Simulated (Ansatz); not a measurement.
**Ligand exchange: C4H9I + AlH(CH3)(SH) → C4H10S + AlH(CH3)I**

Species: C4H9I (tert-butyl iodide) `CC(C)(C)I`, singlet; AlH(CH3)(SH), singlet; C4H10S (2-methyl-2-propanethiol) `CC(C)(C)S`, singlet; AlH(CH3)I, singlet. The partners trade I for SH: C–I and Al–SH bonds give way to C–SH and Al–I.

Shapes, held fixed at every level: PBE0-D4/def2-TZVP. Flexible molecules stand in one conformer, not always the lowest. Programs: Ansatz 0.2.0. Electronic energies: no zero-point or thermal term.

| level | kind | ΔE (kJ/mol) | less CCSD(T)/def2-TZVPP |
| --- | --- | --- | --- |
| HF/def2-SVP | Hartree–Fock | -43.7 | -18.6 |
| r2SCAN-D4/def2-TZVPP | meta-GGA | -26.3 | -1.2 |
| r2SCAN0-D4/def2-TZVPP | global hybrid | -31.9 | -6.8 |
| wB97M-V/def2-TZVPP | range-separated hybrid | -31.0 | -5.9 |
| wB97X-V/def2-TZVPP | range-separated hybrid | -32.2 | -7.1 |
| B2PLYP/def2-TZVPP | double hybrid | -26.4 | -1.3 |
| CCSD/def2-TZVPP | coupled cluster or CI | -28.0 | -2.9 |
| CCSD(T)/def2-TZVPP | coupled cluster or CI | -25.1 | 0.0 |

The highest level, CCSD(T)/def2-TZVPP, gives ΔE = -25.1 kJ/mol; the levels span -43.7 to -25.1. The column of differences is taken from that level and isn't an error. No measured value is set beside it here. For atoms past krypton def2 sets carry core potentials with scalar relativity. Outer-core shells of I are correlated in most correlated rows, in sets that cover them unevenly.

Every level puts the thiol and the aluminium iodide below the reactants, so the direction of exchange is secure for these isolated molecules, with -25.1 kJ/mol at the highest level. The preference is best read as a competition between carbon and aluminium for the thiolate group. Carbon gains much from the trade, because the compact sulfur 3p orbital overlaps its hybrid far better than the diffuse iodine 5p orbital does. Aluminium also binds sulfur well, but its bonds to both ligands are strongly polar and depend less on covalent overlap, so it probably loses less by taking iodide.

The size of the driving force is less settled than its sign. Hartree–Fock exaggerates it most, which may reflect both missing correlation and the smaller basis. Perturbative triples lower the exothermicity only modestly from the CCSD value of -28.0 kJ/mol. The balance could shift in the condensed phase, where three-coordinate aluminium compounds tend to associate through thiolate or iodide bridges.
